**Q.** I deposit size-selected alkali clusters, and I am used to even sizes looking more stable than odd ones. Does a calculation that treats the cluster as a sphere of smeared-out positive charge show me where that comes from?

**A.** These are spin-polarised PBE results for the first eight sizes of such a jellium sphere.

Spin-polarised Kohn-Sham PBE (radks with Libxc) for spherical jellium clusters of N electrons in a uniform background of radius rs·N^(1/3), rs = 5.57 bohr. Shells are m-averaged and filled by a greedy search that can miss a lower state; levels are numbered in radial order. Ionisation is vertical, and the second difference is E(N+1) + E(N−1) − 2E(N) for neutral clusters.

```tsv
electrons	energy per electron (eV)	unpaired electrons	highest level	ionisation energy (eV)	second energy difference (eV)
1	-1.4772	1	1s up	n/a	n/a
2	-1.6532	0	1s down	3.99729	0.51838
3	-1.5390	1	1p up	3.20554	-0.45282
4	-1.5952	2	1p up	3.53836	-0.26251
5	-1.6814	3	1p up	3.68825	0.38638
6	-1.6744	2	1p down	3.21066	-0.30206
7	-1.7126	1	1p down	3.45287	-0.18131
8	-1.7639	0	1p down	3.57913	n/a
```

N is the number of electrons, equal to the charge of the background, whose radius is R = rs·N^(1/3). The total energy E(N) is N times the energy per electron. I write M for the unpaired electrons, IE for the ionisation energy, and D2(N) = E(N+1) + E(N−1) − 2E(N) for the second energy difference. D2 is the energy needed to turn two clusters of size N into one larger and one smaller cluster, so a positive value marks a size that resists this exchange.

D2 is positive at N = 2 and N = 5 and negative at 3, 4, 6 and 7. Three explanations can be held against that pattern: the cost of charging a small conductor, the pairing of electrons, and the filling of shells together with exchange.

**Q.** Take pairing first, since it is what I see. N = 2 is stable and N = 3 is not.

**A.** It is tempting because the series starts that way. Suppose every odd cluster pays a penalty P for its unpaired electron. Then D2 gains +2P at even N, where both neighbours pay, and −2P at odd N. The sign rule holds for N = 2, 3 and 7 and fails for 4, 5 and 6, three rows out of six.

A fit says the same. With a smooth term bN^(2/3) and P both free, P comes out at 0.012 eV and the root-mean-square error stays at 0.364 eV, what the smooth term gives alone. Placed on top of a shell term, P turns negative, −0.069 eV, which is the wrong sign for pairing. The premise is also false in these runs. N = 4 and N = 6 each carry two unpaired electrons, so an even count does not mean that all electrons are paired.

**Q.** In transport through quantum dots the same second difference is the addition energy, and its main part is e²/C. Why not here?

**A.** Because nothing is being charged. In a dot the electron number changes at fixed confinement, E contains Q²/2C, and its second difference is e²/C, which is e²/R for a sphere. That would be 3.88 eV at N = 2 and 2.55 eV at N = 7, positive throughout, while the largest D2 in the table is 0.518 eV and four of six values are negative. Along this series each added electron brings its own unit of background.

Charging does appear, in the ionisation energy, and it can be separated out. IE(N) takes an electron from the cluster and leaves the background of size N. The neutral addition energy E(N−1) − E(N) removes the electron and a unit of background with it. Their difference compares two systems of N − 1 electrons, and if the ion has the same filling as the neutral of that electron count, which I assume and have not checked, shell and spin effects should largely cancel. They do: the difference falls at every step, from 2.168 eV at N = 2 to 1.456 eV at N = 8, with no jump at either drop of IE. Subtracting e²/2R, with nothing fitted, leaves a remainder between 0.201 and 0.236 eV. I have no tested account of that constant, or of its low value at N = 3. The numbers do show that charging supplies a smooth fall with size, and that the jumps in IE are the ones already present in the neutral energies.

**Q.** That leaves shells. But a spherical well closes at 2 and 8. Where would a peak at 5 come from?

**A.** Not from the shell gap alone. The first two electrons enter 1s. Each later one must enter 1p and pay the gap g, so E contains g·n_p with n_p = N − 2 for N above 2. The slope of E changes abruptly at N = 2, and that kink is a peak in D2 of about one gap. The same runs give the gap as a difference of levels, 1.243 eV at N = 2 and 0.689 eV at N = 7, and a power law through these two points is g = 1.243·(2/N)^0.471 eV. The shell part of D2(2) is then g(3) = 1.027 eV, an interpolated value and not one read from the N = 3 run.

This picture also accounts for much of the negative values. The well widens as N grows, so the confinement energy of every level shrinks. A hard-walled box would give the exponent 2/3; electrons that spill beyond R see a larger radius that grows more slowly in proportion, which lowers it. A count of electrons rising as N, times an energy falling as a power of N, gives a curve that bends downward, and a downward bend is a negative D2 that fades with size. What remains of this bend beyond the gap term I absorb in bN^(2/3). The constant b trades against the other terms, moving from about 4 to about 2 eV when exchange is added, so it is no surface energy.

Inside the p shell this model is featureless. It puts N = 5 only 0.020 eV above the mean of N = 4 and 6, where the table has 0.669 eV.

**Q.** So what does the fifth electron complete?

**A.** The spin-up half of the p shell. The highest level is 1p up for N = 3, 4, 5 and 1p down for N = 6, 7, 8, and M climbs to 3 and returns to 0. This is Hund's first rule. In a perfect sphere the three p orbitals are degenerate, so aligning spins costs no orbital energy, while electrons of like spin avoid each other and, in the same orbitals, repel less.

The second-row atoms are the simpler system to keep in mind. The ionisation energy drops from beryllium to boron, where the p shell opens, and from nitrogen to oxygen, where the first p electron of opposite spin enters. Here it drops by 0.792 eV from N = 2 to 3 and by 0.478 eV from N = 5 to 6, and rises at the other four steps. The analogy covers the counting of orbitals and spins only. Along the row an atom contracts around a point nucleus whose charge grows with the electron count, whereas this well widens, and a nucleus cannot change the shape of its potential, whereas the ions of a real cluster can.

**Q.** Can you put a size on the exchange without fitting it to the peak?

**A.** Yes, from the spin splitting of the levels. Let the down level lie above the up level by I·M. Turning a small fraction δ of an electron from down to up raises M by 2δ and lowers the energy by I·M·δ, so dE/dM = −I·M/2 and the exchange energy is −I·M²/4. If the spin density were spread evenly through a sphere whose density is set by rs, the splitting would follow the polarisation M/N, so I take I = K/N. This is an approximation: the unpaired spin sits in the p orbitals, and at N = 7 the 1s pair splits by only 0.101 eV, less than the 1p pair, so K depends on the orbital and may drift with size. At N = 7, M is 1 and the 1p splitting is 0.142 eV, which makes K seven times that, 0.993 eV with the unrounded levels.

Now N = 5 in full. The term −K·M²/(4N) is −0.993·4/16 = −0.248 eV at N = 4, −0.993·9/20 = −0.447 eV at N = 5 and −0.993·4/24 = −0.165 eV at N = 6, each worked out with the unrounded K. The second difference, the outer two less twice the middle one, is +0.480 eV. The gap term adds −0.087 eV and the smooth term −0.052 eV, for a total of +0.341 eV against 0.386 eV in the table. The row was among the six, N = 2 to 7, to which b was fitted, but b enters only through the smallest of the three parts.

The shape is easy to carry elsewhere. While M rises or falls steadily, −M² bends downward and lowers D2 a little; with I held fixed the amount is I/2. Where M turns round at its maximum m, D2 gains I(2m − 1)/2. The effects add, and at N = 2 they oppose each other: both neighbours are polarised, and exchange takes 0.331 eV off the shell peak.

**Q.** How well does the sum do, and how much should that convince me?

**A.** With b as the only fitted constant the root-mean-square error in D2 is 0.029 eV, against 0.252 eV for shells without exchange; the rows are listed in the output that follows this text. All six signs are right. The model is too small in magnitude in every row, and it gives the N = 5 contrast as 0.588 eV, short by 0.081 eV or 12 % of the table's 0.669 eV. These misses are real, since D2 rebuilt from the energies per electron agrees with the printed column to 0.42 meV. The likely source is K itself. It was read at the largest open-shell size, the free fit below wants it larger, and a single pair of levels cannot show how it changes with size and filling.

Two checks bear on the assumptions. If I is held at its N = 7 value instead of scaling as 1/N, the error grows to 0.111 eV, which favours the scaling. If the gap and K are freed, the gap is scaled by 1.047 and K becomes 1.107 eV, near the values read from the levels, though that is three constants on six points.

The agreement is consistency, not independent proof. Gap and splitting come from the same runs, and M is read from the table. What the numbers show is that the total energies bend where the levels say they should and by about that much. N = 2 deserves extra caution. It leans on the one-electron cluster, which is fully polarised, so the quadratic form is least justified there, and PBE leaves it a self-interaction error. Fitting b without that row misses it by only 0.027 eV, yet I would not read the close match as a sign that these errors are small.

**Q.** You trust level differences. May I also compare the highest level with my photoionisation threshold?

**A.** No. The highest occupied level lies at −2.46 eV for N = 2, and IE exceeds its magnitude by 1.542 eV; for N = 7 the excess is 1.110 eV. With the exact functional the two would agree. In PBE the energy curves as a function of fractional electron number, much as a classical charging energy does, and in these two rows the excess is 0.80 and 0.87 of e²/2R. A shift of this electrostatic kind moves neighbouring levels by similar amounts, which is the argument for using their differences. Thresholds should come from total energies, as the IE column does, and these are vertical values.

**Q.** What would the same sphere do at larger sizes?

**A.** At N = 7 the empty 1d up level, at −1.610 eV, lies 0.733 eV above 1p down at −2.343 eV. The ninth electron must therefore cross a gap, and theory argues for a peak at N = 8, which already has the lowest energy per electron of the eight. Its IE, 3.579 eV, is below those of N = 2 and N = 5, so a closure shows in the drop that follows it and not in the absolute height, which also carries the falling e²/2R. If 1d fills next in Hund order, the counting puts a second peak at half filling, N = 13, where a larger m partly offsets a smaller I. That condition matters, because the filling is found by a greedy search that can miss a lower configuration, and the risk grows where levels crowd.

**Q.** Then my even-odd alternation is wrong, or the calculation is?

**A.** Neither. Alternation is refuted for the sphere only. A real small alkali cluster deforms, the three p levels split, and once the splitting outweighs the exchange gain each orbital takes two electrons before the next is opened. M then runs 1, 0, 1, 0, with singlets at four and six electrons and a doublet at five. Every even size closes a shell of one orbital, just as N = 2 does here, and the alternation follows from the same two ingredients with a different degeneracy.

The sphere also treats the sizes unequally. N = 1, 2, 5 and 8 have spherical densities by their filling, while N = 3, 4, 6 and 7 are forced into spherical averages and lose whatever they would gain by breaking the symmetry. Lowering E(4) and E(6) lowers D2(5) directly, and lowering E(3) lowers D2(2). The peak at N = 5 is thus a property of the imposed shape and no prediction for your beam.

The model does give the price of low spin. Going from M = 3 to M = 1 at N = 5 gives up K·(9 − 1)/20, about 0.4 eV, and going from triplet to singlet at N = 4 about 0.25 eV. Since this K underestimates the contrast at N = 5, both figures are if anything low. The question the table leaves open is how far the background must deform, at this low density, before the splitting of the p shell repays those amounts and the peak moves from 5 to 4 and 6.

Output of the analysis:

```
D2 rebuilt from energies: max deviation 0.42 meV; rounding allows up to 1.4 meV
1s-1p gap: N=2 1.243 eV, N=7 spin mean 0.689 eV, exponent -0.471
1p spin splitting N=7 0.142 eV, K = 0.993 eV, implied splitting N=5 0.596 eV
charging e^2/R: 3.88 eV (N=2) to 2.55 eV (N=7); largest D2 0.518 eV
even-odd sign rule right in 3 of 6 rows
fits to D2 (b, P, K in eV; pairing needs P > 0):
 smooth only [b]: -1.159; rms 0.364, worst N=3 -0.514 eV
 smooth + even-odd [b, P]: -1.068, 0.012; rms 0.364, worst N=3 -0.486 eV
 smooth + shells [b]: 3.991; rms 0.252, worst N=5 +0.578 eV
 smooth + shells + even-odd [b, P]: 3.466, -0.069; rms 0.213, worst N=5 +0.426 eV
 smooth + shells + exchange K/N [b]: 1.983; rms 0.029, worst N=6 -0.050 eV
 same, exchange constant not scaled with N [b]: 3.553; rms 0.111, worst N=5 +0.212 eV
 all free [b, gap scale, K]: 1.994, 1.047, 1.107; rms 0.015, worst N=6 -0.029 eV
 shells + exchange, N=2 left out (needs one-electron N=1): b 2.162, miss at N=2 +0.027 eV
N M level | D2 | even-odd fit | shells fit | full = smooth + gap + exchange | residual (eV)
2 0 1s down | +0.518 | +0.125 | +0.649 | +0.508 = -0.188 +1.027 -0.331 | +0.010
3 1 1p up | -0.453 | +0.033 | -0.472 | -0.448 = -0.105 -0.260 -0.083 | -0.005
4 2 1p up | -0.263 | +0.062 | -0.280 | -0.242 = -0.071 -0.138 -0.033 | -0.021
5 3 1p up | +0.386 | +0.004 | -0.192 | +0.341 = -0.052 -0.087 +0.480 | +0.046
6 2 1p down | -0.302 | +0.046 | -0.142 | -0.252 = -0.041 -0.060 -0.151 | -0.050
7 1 1p down | -0.181 | -0.006 | -0.111 | -0.172 = -0.033 -0.044 -0.095 | -0.009
N=5 peak above mean of N=4,6: table 0.669, shells 0.020, full 0.588 eV
N | total E | addition E(N-1)-E(N) | IE | IE-addition | e^2/2R | remainder (eV)
2 | -3.306 | 1.829 | 3.997 | 2.168 | 1.939 | 0.229
3 | -4.617 | 1.311 | 3.206 | 1.895 | 1.694 | 0.201
4 | -6.381 | 1.764 | 3.538 | 1.775 | 1.539 | 0.236
5 | -8.407 | 2.026 | 3.688 | 1.662 | 1.428 | 0.234
6 | -10.046 | 1.639 | 3.211 | 1.571 | 1.344 | 0.227
7 | -11.988 | 1.942 | 3.453 | 1.511 | 1.277 | 0.234
8 | -14.111 | 2.123 | 3.579 | 1.456 | 1.221 | 0.235
remainder mean 0.228, range 0.201 to 0.236 eV; rounding under 0.001 eV
IE steps N to N+1 from N=2 (eV): -0.792 +0.333 +0.150 -0.478 +0.242 +0.126
N=2: IE minus |highest eigenvalue| 1.542 eV, ratio to e^2/2R 0.80
N=7: IE minus |highest eigenvalue| 1.110 eV, ratio to e^2/2R 0.87
```
